**Question: Can I estimate the k-mesh error of GaSb on paper?**

I kept one primitive cell of gallium antimonide fixed and made the k mesh finer step by step. I would like to be able to tell roughly how wrong a given mesh is without running the whole series again. Is there a formula short enough for the back of an envelope, and a reason to believe it? I am also puzzled that the pressure is zero at 6,6,6, although the energy is still moving there.

Quantum ESPRESSO 7.5, PBEsol with PseudoDojo 0.4 SR PBEsol stringent pseudopotentials, no spin polarisation or spin–orbit coupling, for a fixed two-atom cell of GaSb (F-43m). The plane-wave cutoff is 1551 eV, with cold smearing of 0.1 eV. The sweep value is the k mesh, and energies are electronic free energies counted from the 11,11,11 mesh.

| sweep value | energy less tightest (meV/atom) | pressure (GPa) | gap (eV) |
| --- | --- | --- | --- |
| 1,1,1 | 8463.7 | 71.21 | 2.418 |
| 2,2,2 | 1210.8 | 8.89 | 0.000 |
| 4,4,4 | 101.1 | 0.58 | 0.000 |
| 5,5,5 | 38.3 | 0.15 | 0.000 |
| 6,6,6 | 16.0 | 0.00 | 0.000 |
| 7,7,7 | 7.1 | -0.05 | 0.000 |
| 8,8,8 | 3.2 | -0.07 | 0.000 |
| 10,10,10 | 0.5 | -0.11 | 0.000 |
| 11,11,11 | 0.0 | -0.10 | 0.000 |

**Answer**

Yes. Let $N$ be the number of mesh divisions along each edge of the cell. For this cell and these settings, the energy error against an infinitely fine mesh is about

$$\Delta E(N)\approx 16\,000\ \text{meV/atom}\times\frac{e^{-0.4N}}{N^{5/2}} .$$

A simple picture of what a mesh does suggests the form, and the two constants come from your data.

**What a coarse mesh gets wrong**

The energy of an electron band, $E(k)$, repeats periodically in $k$. It can therefore be written as a sum of waves, one for each lattice vector $R$ of the crystal. The wave belonging to $R$ measures how strongly a cell is coupled to another cell at that distance. The exact average over all $k$ removes every wave except the constant one.

A mesh of $N$ divisions does this job incompletely. Waves whose $R$ is $N$ times a lattice vector look constant on the mesh points, so they stay in the average. In real space, the calculation treats a crystal that closes on itself after $N$ cells. Its error is the coupling of a cell to its own images.

Two limits show what follows. If the atoms were so far apart that no electron could hop between cells, the bands would be flat and a single point would be exact. In a real crystal with $N=1$, the images are the nearest neighbouring cells, and the error contains the coupling that makes the bands wide. That is why 1,1,1 is wrong by more than 8 eV per atom. At 6,6,6 the nearest image is about 26 Å away, and little of that coupling is left.

**How fast the coupling dies out**

The simplest model has a filled and an empty band that approach and avoid each other, $E=\pm\sqrt{m^2+k^2}$. Here $2m$ is their smallest separation, and $k$ is scaled to the units of energy. If $m$ went to zero, the filled band would have a sharp tip. A sharp tip needs waves from very distant cells, and their strength falls only as $R^{-4}$.

A finite $m$ rounds the tip, and the distant waves are then cut off exponentially. The standard Fourier integral in three dimensions gives $e^{-mR}/R^{5/2}$ at long range. Since the image distance grows in proportion to $N$, this suggests trying $A\,e^{-bN}/N^{5/2}$ for the mesh error. The argument is made for the band energy, but the electron density is averaged over the same mesh and should inherit the same kind of error.

I took the power 5/2 from this theory and fitted $A$ and $b$ to the six meshes from 4,4,4 to 10,10,10, each with the same relative weight. The fit gives $A=14\,870$ and $b=0.385$. For easy use by hand I rounded $b$ up to 0.4 and raised $A$ to 16 000 to make up for it. A larger $A$ can be offset by a larger $b$, so neither should be read as a property of the material. Also, $bN$ is only about 1.5 to 4 on the fitted meshes, and the model itself settles into its long-range form only at larger values. The theory therefore suggests the shape, while the close fit owes something to the two free constants.

**Two meshes worked by hand**

Take 6,6,6. The exponential is $e^{-2.4}\approx0.091$, and $6^{5/2}=36\times\sqrt6\approx88$. The error against an infinite mesh is then

$$16\,000\times0.091/88\approx16.5\ \text{meV/atom}.$$

Your table counts energies from 11,11,11, which has an error of its own. The same formula puts that at about 0.5 meV/atom. Subtracting it leaves 16.0 meV/atom, and the calculation gives 16.0.

For 8,8,8 the same steps give $16\,000\times0.041/181\approx3.6$, and 3.1 meV/atom after the subtraction. The computed value is 3.2. Both meshes belonged to the fit, so this agreement shows that the form suits the data; it is not an independent prediction.

The formula also tells you what one more division buys. The exponential alone reduces the error by a factor of 1.5. The power adds a further factor that is large for small $N$ and fades towards one. The gain is therefore about 2.6 from 4,4,4 to 5,5,5, and it becomes smaller as the mesh gets finer.

**How far to trust it**

From 4,4,4 to 8,8,8 the rule is within about 3 % of the computed error relative to 11,11,11, and at 10,10,10 it is about 7 % low. The two coarsest meshes were left out of the fit, because their images are too close for a long-range formula. The rule still comes within 5 % at 2,2,2, but it is 27 % too high at 1,1,1.

The coarse meshes also favour keeping both factors, although a long-range formula may owe part of its success there to luck. A pure power law fitted to the same six meshes gives 2.4 times the computed error at 2,2,2. A pure exponential gives only about a third of it. Between 4,4,4 and 10,10,10 the three curves are much harder to tell apart.

This matters at the fine end. The error left at 11,11,11 is 0.5 meV/atom by the rule but 0.9 by the pure power law. You can rely on the differences between your meshes, but the distance to the infinite mesh is only expected to be below 1 meV/atom, provided that one of these forms continues to hold.

The gap column needs care too. The 2.4 eV at 1,1,1 comes from a run that built even its electron density from a single point, so it says little about the real crystal. The zero that persists to the finest mesh fits the well-known tendency of this kind of functional to make gaps too small; real GaSb is a semiconductor. In the two-band model a closed gap would mean the slow $R^{-4}$ decay, yet your errors fall faster than that over most of the range. My guess is that the bands touch in so small a part of $k$ space that these meshes hardly feel it. If so, the decay could slow down on much finer meshes, until the smearing of 0.1 eV, which also rounds a sharp tip, cuts it off.

**Why the pressure is zero at 6,6,6**

That zero is a coincidence. The pressure on the finest mesh is −0.10 GPa, so 6,6,6 is still off by 0.10 GPa. What counts is the distance from the final value, not from zero.

This error can be estimated from the energy error. Pressure is minus the derivative of energy with respect to volume. Up to 8,8,8 your pressures lie above the final one, so the mesh error shrinks when the crystal expands, as expected if the coupling between cells weakens. If it shrinks as $V^{-c}$, where $V$ is the volume per atom (28.6 Å³ here), the pressure error is

$$\Delta P\approx c\,\frac{\Delta E}{V}.$$

The meshes from 4,4,4 to 7,7,7 give $c\approx1.2$. For 6,6,6 this means $1.2\times16/28.6\approx0.67$ meV/Å³. One meV/Å³ is 0.16 GPa, so the estimate is 0.11 GPa, close to what you found. This mesh helped to set $c$, so the agreement shows consistency and is not a separate test. The relation stops being useful at 10,10,10, where the pressure differs from the last value by only 0.01 GPa and in the opposite direction.

**Using it**

Suppose you want to stay within 1 meV/atom of 11,11,11 and wonder about 9,9,9, which you didn't run. The rule gives 1.3 meV/atom, so 10,10,10 is probably the first mesh that qualifies. For 10 meV/atom, 7,7,7 is enough.

If you describe the same crystal by a cell twice as long along every edge, halve $N$. The images are then at the same distances, and the error per atom is the same. For another semiconductor or insulator the constants must be found afresh, but the picture still tells you the direction: the more weakly distant cells are coupled, the coarser the mesh can be. In a metal, the boundary between filled and empty states can make the error fall unevenly, so don't carry this form over without a test.

The printed output below gives the fits and the estimates for every mesh.

Numerical output:

```
fit of one on 6 rows ((N > 3) & (N < 11)): coefficient of (exp(-s*N)/N**2.5 - exp(-11*s)/11**2.5)/div 14870 +/- 91, s 0.385; rms 0.0123, worst 4,4,4 -0.0198, leave-one-out rms 0.0228
  rows outside the fit (model, value, miss): 1,1,1 1.195, 1, 0.195; 2,2,2 1.005, 1, 0.00472; 11,11,11 0, 0, 0
fit of one on 6 rows ((N > 3) & (N < 11)): coefficient of (1/N**s - 1/11**s)/div 78829 +/- 2338, s 4.75; rms 0.0592, worst 10,10,10 0.086, leave-one-out rms 0.122
  rows outside the fit (model, value, miss): 1,1,1 9.314, 1, 8.31; 2,2,2 2.419, 1, 1.42; 11,11,11 0, 0, 0
fit of one on 6 rows ((N > 3) & (N < 11)): coefficient of (exp(-s*N) - exp(-11*s))/div 2034 +/- 97, s 0.79; rms 0.0948, worst 4,4,4 -0.15, leave-one-out rms 0.164
  rows outside the fit (model, value, miss): 1,1,1 0.109, 1, -0.891; 2,2,2 0.3457, 1, -0.654; 11,11,11 0, 0, 0
Hand rule and rivals, energies in meV/atom:
       row  'exp(-0.4N)'  'N^2.5'  'rule'  'rule less 11 mesh'  'computed'  'miss %'  'pure power'  'pure exponential'  'pressure factor c'
     1,1,1        0.6703        1   10725                10725        8464     26.71         78828               922.7                1.505
     2,2,2        0.4493    5.657    1271                 1270        1211     4.921          2929               418.6                1.326
     4,4,4        0.2019       32   100.9                100.5       101.1   -0.6146           108               85.95                1.202
     5,5,5        0.1353     55.9   38.74                38.25        38.3   -0.1417         36.83               38.82                1.166
     6,6,6       0.09072    88.18   16.46                15.97       16.03   -0.3699         14.97               17.43                1.114
     7,7,7       0.06081    129.6   7.505                7.016        7.12    -1.468         6.738               7.724                1.254
     8,8,8       0.04076      181   3.603                3.113        3.21    -3.009         3.154               3.319                1.669
  10,10,10       0.01832    316.2  0.9267               0.4372        0.47    -6.975        0.5104              0.4118               -3.801
  11,11,11       0.01228    401.3  0.4895                    0           0         0             0                   0                    0
Largest miss of the hand rule, meshes 4 to 8, %: 3.009
Error left at 11,11,11 by the hand rule, meV/atom: 0.4895
Error left at 11,11,11 by the pure power law, meV/atom: 0.8914
Hand rule for the 9,9,9 mesh (not run) less 11,11,11, meV/atom: 1.31
Factor by which the error falls from mesh 4 to 5: 2.639
Factor by which the error falls from mesh 7 to 8: 2.218
Mean pressure factor c, meshes 4 to 7: 1.184
```
